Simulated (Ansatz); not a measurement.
**Ligand exchange: SnH(CH3)3 + SiH3Br → SnH(CH3)2(SiH3) + CH3Br**

Species: SnH(CH3)3, singlet; SiH3Br `[SiH3]Br`, singlet; SnH(CH3)2(SiH3), singlet; CH3Br (bromomethane) `CBr`, singlet. The partners trade CH3 for SiH3: Sn–CH3 and Br–SiH3 bonds give way to Sn–SiH3 and Br–CH3.

Shapes, held fixed at every level: PBE0-D4/def2-TZVP. Programs: Ansatz 0.2.0. Electronic energies: no zero-point or thermal term.

(1) Estimate ΔE of this reaction.

Results:

(1) The highest level, CCSD(T)/def2-TZVPP, gives ΔE = +103.9 kJ/mol; the levels span +89.1 to +112.3. The column of differences is taken from that level and isn't an error. No measured value is set beside it here. For atoms past krypton def2 sets carry core potentials with scalar relativity. Relativity is left out for Br unless named. Correlated rows may include outer-core shells of Br, Sn, which these sets cover unevenly.

```json
{"level": "HF/def2-TZVPP", "kind": "Hartree–Fock", "ΔE (kJ/mol)": "+112.2", "less CCSD(T)/def2-TZVPP": "+8.3"}
{"level": "PBE-D4/def2-TZVPP", "kind": "GGA", "ΔE (kJ/mol)": "+89.1", "less CCSD(T)/def2-TZVPP": "-14.8"}
{"level": "r2SCAN-D4/def2-TZVPP", "kind": "meta-GGA", "ΔE (kJ/mol)": "+101.2", "less CCSD(T)/def2-TZVPP": "-2.7"}
{"level": "B3LYP-D4/def2-TZVPP", "kind": "global hybrid", "ΔE (kJ/mol)": "+97.2", "less CCSD(T)/def2-TZVPP": "-6.7"}
{"level": "PBE0-D4/def2-TZVPP", "kind": "global hybrid", "ΔE (kJ/mol)": "+95.4", "less CCSD(T)/def2-TZVPP": "-8.5"}
{"level": "MP2/def2-TZVPP", "kind": "perturbation theory", "ΔE (kJ/mol)": "+112.3", "less CCSD(T)/def2-TZVPP": "+8.4"}
{"level": "CCSD/def2-TZVPP", "kind": "coupled cluster or CI", "ΔE (kJ/mol)": "+105.4", "less CCSD(T)/def2-TZVPP": "+1.5"}
{"level": "CCSD(T)/def2-TZVPP", "kind": "coupled cluster or CI", "ΔE (kJ/mol)": "+103.9", "less CCSD(T)/def2-TZVPP": "0.0"}
```

The exchange is strongly uphill in electronic energy at every level, so bromine prefers silyl and tin prefers methyl. The main reason is probably the loss of the Si–Br bond. Silicon is much more electropositive than carbon, which gives its bond to bromine a larger ionic contribution, and bromine lone pairs can also delocalise into σ* orbitals of the silyl group. On the tin side, a polar Sn–C bond gives way to a nearly nonpolar Sn–Si bond between larger, more diffuse orbitals, so nothing there repays the cost.

The near coincidence of Hartree–Fock and MP2 doesn't make correlation negligible, since coupled cluster brings the energy below both. All the density functionals fall lower still, PBE furthest, but r2SCAN comes closer to CCSD(T) than either hybrid, so exact exchange alone doesn't determine the agreement. With two molecules on each side, entropy is unlikely to overturn the preference in the gas phase. The totals don't separate the bromine and tin contributions.
